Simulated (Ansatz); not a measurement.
SrMg: pressure and energy less free atoms against volume per atom

Periodic Kohn-Sham DFT of a crystal at fixed atoms; pressure and stress are positive in compression; the energy is the free energy less that of spherical unpolarised free atoms; site moments are those in the method's own spheres, positive along +z. The results are calculated, by Ansatz 0.2.0.

Cell of the first row (space group Pm-3m, No. 221):
```
cell vectors (Å)
   3.8204     0.0000     0.0000
   0.0000     3.8204     0.0000
   0.0000     0.0000     3.8204
atoms (fractions of the cell vectors)
Sr  0.50000  0.50000  0.50000
Mg  0.00000  0.00000  0.00000
```

Settings of every row: method all-electron LAPW; functional LDA; relativity scalar; k mesh 9x9x9; filling fermi-dirac; smearing width 0.05 eV; basis error target 0.5 meV/atom; nucleus gaussian.

Atom start moment: 0 on all atoms.

| row | volume per atom (Å³) | pressure (GPa) | energy less free atoms (eV/atom) |
| --- | --- | --- | --- |
| 1 | 27.88 | 5.845 | -1.8188 |
| 2 | 28.473 | 4.966 | -1.8388 |
| 3 | 29.066 | 4.164 | -1.8557 |
| 4 | 29.363 | 3.79 | -1.8631 |
| 5 | 29.659 | ? | ? |
| 6 | 29.956 | 3.09 | -1.8758 |
| 7 | 30.253 | 2.763 | -1.8812 |
| 8 | 30.846 | 2.15 | -1.8903 |
| 9 | 31.439 | 1.588 | -1.8972 |

Question: what pressure and energy less free atoms should row 5 give?

Worked fit of pressure. Take u = (V_r/V)^(2/3) − 1 with V_r = 29.66 Å³ an atom, which is twice the finite (Eulerian) strain; such expansions in the strain, on which the Birch-Murnaghan equation of state is built, carry the rest volume and the bulk modulus. The shown rows have u = 0.04212, 0.0276, 0.01358, 0.00673, -0.0066, -0.01311, -0.0258, -0.03809. Least squares give pressure = 3.4316 + 52.449 × u + 110.49 × u² + 111 × u³ GPa; a parabola predicts inner rows, each left out in turn, worse (root mean square 0.0019 against 0.0005 GPa). The rows lie off it by 0.000, 0.000, -0.001, 0.000, 0.000, 0.000, 0.000, 0.000. The withheld row has u = 2e-05, so the fit gives 3.4316 + 52.449 × (2e-05) + 110.49 × (2e-05)² + 111 × (2e-05)³ = 3.433 GPa.

The calculation gave 3.432 GPa. The fit lies 0.001 GPa (0.023 % of the column's range) above it, one unit of the last digit.

Worked fit of energy less free atoms. Take u = (V_r/V)^(2/3) − 1 with V_r = 29.66 Å³ an atom, which is twice the finite (Eulerian) strain; such expansions in the strain, on which the Birch-Murnaghan equation of state is built, carry the rest volume and the bulk modulus. The shown rows have u = 0.04212, 0.0276, 0.01358, 0.00673, -0.0066, -0.01311, -0.0258, -0.03809. Least squares give energy less free atoms = −1.86977 + 0.9529 × u + 6.111 × u² eV/atom; a straight line predicts inner rows, each left out in turn, worse (root mean square 0.0031 against 1.7e-05 eV/atom). All shown rows lie on it to the printed digit. The withheld row has u = 2e-05, so the fit gives −1.86977 + 0.9529 × (2e-05) + 6.111 × (2e-05)² = -1.8698 eV/atom.

The calculation gave -1.8697 eV/atom. The fit lies 0.0001 eV/atom (0.13 % of the column's range) below it, one unit of the last digit.
